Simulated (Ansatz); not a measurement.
# Start dependence of the one-shot G0W0 gap of cubic SiC for PBE hybrids with increasing exact exchange

A common rule of thumb says that a one-shot G0W0 calculation largely repairs the gap of its starting functional, so that the choice of start matters little. We test it on cubic SiC by changing only the fraction $\alpha$ of exact exchange in a PBE hybrid. The gap is the indirect one, from the valence edge at Γ to the conduction edge at X, and the correction is the G0W0 gap less the starting gap on the same mesh. For a device group the question is practical: calculated gaps feed into band offsets and estimates of breakdown field, where a few tenths of an eV count. The series measures sensitivity to the start; with the basis held short of its limit, it does not settle the absolute gap.

## Computational details

Structures are measured cells from a diffraction database. Ansatz 0.2.0, plane waves with PAW (wavefunction cutoff 420 eV), no spin polarisation. One-shot G0W0 by contour deformation on a 8×8×8 mesh with 90 bands and a screening cutoff of 150 eV, short of the basis limit, all fixed; only the start changes: a global hybrid of PBE with a fraction α of exact exchange, self-consistent. All ran on one NVIDIA H100 80GB HBM3 (shared by 6 runs), shared with other work, so times are rough. The PAW files of Ansatz are those of its set soft_1.

Notes on method and selection:

- The G0W0 steps are scalar-relativistic: spin-orbit coupling is not in them.
- Runs that did not converge, have known faults or may not be shown are not listed, and runs on Ansatz's PAW sets soft_1 and soft_2 are kept to separate tables.

Columns:

- α: fraction α of exact exchange in the start (0 is PBE).
- RPA ε∞: RPA ε∞ of the start on the mesh (harmonic mean).
- Z valence: renormalisation factor Z at the valence edge.
- G0W0 gap (eV): G0W0 gap on the mesh.
- start gap (eV): gap of the starting calculation on the same mesh.
- correction (eV): G0W0 gap less start gap.
- time (s): wall time of the whole run.

Input lines of one member:

```
kpoints:
  mp_grid: { grid: [8, 8, 8] }
hamiltonian:
  xc: pbe
  pseudopotentials: { kind: paw, azcp: { folder: soft_1 } }
scf:
  occupations: { method: fixed }
gw:
  n_empty_bands: 86
  ecut_chi: 150.0
  qp_bands: [v2, c2]
  qp_kpoints: band_edges
  screening: { model: contour_deformation }
```

Command (options for logging and memory left out): `ansatz run input.yaml --threads 3 --backend cuda --devices 1 --max-vram 13GiB`

## The series

```
member    α     RPA ε∞  Z valence  G0W0 gap (eV)  start gap (eV)  correction (eV)  time (s)
α = 0     0.00  6.72    0.790      2.19           1.36            0.83             19
α = 0.3   0.30  4.97    0.827      2.83           3.28            −0.44            42
α = 0.4   0.40  4.58    0.837      3.03           3.94            −0.91            61
α = 0.6   0.60  3.99    0.854      3.41           5.31            −1.90            61
α = 0.75  0.75  ?       ?          ?              ?               ?                87
α = 0.9   0.90  3.37    0.876      3.92           7.43            −3.51            100
```

Cells marked ? are withheld until the estimate has been made.

## The trend and its physics

Both gaps rise with $\alpha$, but at very different rates. From $\alpha$ = 0 to 0.9 the starting gap grows by 7.43 − 1.36 = 6.07 eV and the G0W0 gap by 3.92 − 2.19 = 1.73 eV. G0W0 therefore passes on 1.73 / 6.07 = 0.285 of the change in the start. The rule of thumb holds in the sense that most of the difference is removed, yet what remains is far too large to ignore.

The starting gap opens because exact exchange lowers the occupied states relative to the empty ones. G0W0 takes out the exchange-correlation potential of the start and puts a screened self-energy in its place, which removes most of that opening. The start survives in the screening: larger energy denominators make the crystal less polarisable, and RPA ε∞ falls from 6.72 to 3.37. Weaker screening leaves more of the bare exchange in the self-energy and so a wider G0W0 gap.

A static picture, in which the self-energy acts like a fraction $1/\varepsilon_\infty$ of exact exchange, gives the sign of the correction. At $\alpha$ = 0 that fraction is 1 / 6.72 = 0.15, more than the start contains, and the correction is +0.83 eV. At $\alpha$ = 0.3 it is 1 / 4.97 = 0.20, less than the start contains, and the correction is −0.44 eV. The direct gap at X shows the same change of sign.

The picture also gives a rough size for the rise. The fraction grows by 1 / 3.37 − 1 / 6.72 = 0.148, and the starting gap opens by 6.07 / 0.90 = 6.74 eV per unit of $\alpha$, so the expected rise is 0.148 × 6.74 = 1.00 eV, short of the 1.73 eV found. The energy dependence of the self-energy, whose poles follow the starting levels, may supply part of the remainder.

## Estimating the withheld member

Plain estimates from the members shown:

- α = 0.75, straight-line interpolation between α = 0.6 and α = 0.9: w = (0.75 − 0.60) / (0.90 − 0.60) = 0.500, so 3.41 + 0.500 × (3.92 − 3.41) = 3.67 eV

The missing row lies midway between $\alpha$ = 0.6 and 0.9, so interpolation is safer than any model of the screening. The straight line gives 3.41 + 0.500 × 0.51 = 3.665 eV. It should fall slightly low, because the G0W0 gap rises ever more slowly: by 0.38 / 0.20 = 1.90 eV per unit of $\alpha$ from 0.4 to 0.6, and by 0.51 / 0.30 = 1.70 from 0.6 to 0.9.

We therefore use the parabola through the rows at 0.4, 0.6 and 0.9. Its curvature coefficient is (1.70 − 1.90) / (0.90 − 0.40) = −0.40 eV, which shifts the straight-line value by −0.40 × 0.15 × (−0.15) = +0.009 eV. The result is 3.665 + 0.009 = 3.674 eV.

The same route can be tried on $\alpha$ = 0.6, using the rows at 0.3, 0.4 and 0.9. The slope from 0.4 to 0.9 is 0.89 / 0.50 = 1.78 eV per unit of $\alpha$, so the straight line gives 3.03 + 0.20 × 1.78 = 3.386 eV. The curvature coefficient is (1.78 − 2.00) / 0.60 = −0.367 eV, and the shift is −0.367 × 0.20 × (−0.30) = +0.022 eV. The sum, 3.386 + 0.022 = 3.408 eV, agrees with the tabulated 3.41 eV to within rounding. We take 0.01 eV as the standard deviation, to cover the rounding of the entries and a small change of curvature between the rows.

**Committed estimate, α = 0.75: G0W0 gap = 3.67 ± 0.01 eV.**

## How the estimate fared

```
member    α     RPA ε∞  Z valence  G0W0 gap (eV)  start gap (eV)  correction (eV)  time (s)
α = 0.75  0.75  3.65    0.866      3.67           6.36            −2.68            87
```

```
member    estimate       G0W0 gap (eV)  computed  estimate − computed  miss in error bars
α = 0.75  committed      3.67           3.67      0.00                 0.0
α = 0.75  interpolation  3.67           3.67      0.00
```

The estimate of 3.67 ± 0.01 eV agrees with the computed 3.67 eV to the printed digits. Straight-line interpolation does equally well: the curvature shift of 0.009 eV that we added is too small to be tested at this rounding.

The new row says more about the mechanism. Static screening alone would give a correction of (1 / 3.65 − 0.75) × 6.74 = −3.21 eV, clearly larger in size than the computed −2.68 eV. The self-energy also depends on energy, which to first order scales the correction by $Z$:

$$\Delta \approx Z\,(1/\varepsilon_\infty - \alpha)\,s, \qquad s = 6.74\ \text{eV}$$

With $Z$ of the valence edge taken for both edges, this gives 0.866 × (1 / 3.65 − 0.75) × 6.74 = −2.78 eV. The formula comes within 0.12 eV of the correction in all six rows, whereas the corrections themselves scatter by about 1.6 eV about their mean. It also reproduces the rise that static screening left short. Its corrections are 0.790 × (1 / 6.72) × 6.74 = 0.79 eV at $\alpha$ = 0 and 0.876 × (1 / 3.37 − 0.90) × 6.74 = −3.56 eV at 0.9, so the G0W0 gap should rise by 6.07 − 3.56 − 0.79 = 1.72 eV, against 1.73 eV in the table; the match is this close because the errors at the two ends nearly cancel. In this picture the G0W0 gap remembers its start in two ways, through weaker screening and through a $Z$ below one, which leaves part of the starting gap uncorrected.

## Departures from the trend

No row stands out. Between neighbouring rows the slope of the G0W0 gap falls steadily, from (2.83 − 2.19) / 0.30 = 2.13 eV per unit of $\alpha$ at the PBE end to 0.25 / 0.15 = 1.67 at the other, while that of the starting gap climbs from (3.28 − 1.36) / 0.30 = 6.40 to (7.43 − 6.36) / 0.15 = 7.13. The two end rows lie below a straight line through the G0W0 gaps because of this smooth bend.

## Time and accuracy

The PBE start took 19 s and the hybrid starts 42 to 100 s. At least a factor of two therefore separates PBE from any of the hybrids, as expected when exact exchange has to be evaluated in the self-consistent cycle. The further increase from 42 s at $\alpha$ = 0.3 to 100 s at 0.9 may come from more cycles to self-consistency or from other work on the shared card. The extra time buys a different starting point; the mesh, the number of bands and the screening cutoff are no better converged for it.

## Rules of thumb and their limits

For cubic SiC between $\alpha$ = 0 and 0.9, each additional 0.1 of exact exchange raises the one-shot G0W0 gap by 0.17 to 0.21 eV and the starting gap by 0.64 to 0.71 eV. A new member inside this range can be interpolated linearly: each inner row is recovered from its two neighbours to within 0.02 eV. The step from PBE to $\alpha$ = 0.3 alone raises the G0W0 gap by 2.83 − 2.19 = 0.64 eV. A G0W0 gap passed on for device modelling should therefore always name its start.

A further run from Hartree-Fock continues the rise of both gaps. Spin-orbit coupling and lattice vibrations are small beside the 1.73 eV spread. For the start dependence, the omission that matters is self-consistency in the GW step, which would remove most of the start dependence, lowering the gap from high-$\alpha$ starts relative to that from PBE.

[Logs are printed without paths, hosts, clocks, repeated set-up lines and the standing remarks that a program may print on its own settings, such as how far it seeks lower states.]
